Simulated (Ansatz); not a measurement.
# Se: energy above lowest point against volume scale

All results are calculated (Ansatz 0.2.0). Free energy against uniform scaling of the volume at fixed shape and fractions; periodic cell, basis, potentials, k mesh and filling as listed.

The cell before it is scaled or strained (space group Im-3m, No. 229):
```
Se
1.0
     -1.4038     1.4038     1.4038
      1.4038    -1.4038     1.4038
      1.4038     1.4038    -1.4038
Se
1
Direct
  0.00000 0.00000 0.00000
```

Settings of every row: functional PBEsol; dispersion none; potentials all-electron LAPW; k mesh 13x13x13; k shift 0x0x0; occupations fermi dirac; smearing width 0.05 eV; spin none.

Limits: coarse k mesh, up to 40 meV an atom off; minimum outside the range.

```
row  volume scale  V (Å³/atom)  energy above lowest point (meV/atom)
  1          0.94       10.402                                     ?
  2          0.97       10.734                                 948.3
  3             1       11.066                                 594.3
  4          1.03       11.398                                 279.6
  5          1.06        11.73                                     0
```

Question: what energy above lowest point should row 1 give?

Worked fit of energy above lowest point. Take u = (V_r/V)^(2/3) − 1 with V_r = 11.232 Å³ an atom, which is twice the finite (Eulerian) strain; such expansions in the strain, on which the Birch-Murnaghan equation of state is built, carry the rest volume and the bulk modulus. The shown rows have u = 0.0307, 0.00998, -0.00973, -0.02851. Least squares give energy above lowest point = 432.25 + 15955.4 × u + 27829 × u² meV/atom; a straight line predicts inner rows, each left out in turn, worse (root mean square 15 against 0.091 meV/atom). All shown rows lie on it to the printed digit. The withheld row has u = 0.05251, so the fit gives 432.25 + 15955.4 × (0.05251) + 27829 × (0.05251)² = 1346.8 meV/atom.

The calculation gave 1346.7 meV/atom. The fit lies 0.1 meV/atom (0.0074 % of the column's range) above it, one unit of the last digit. This row lies beyond the range of the fit.
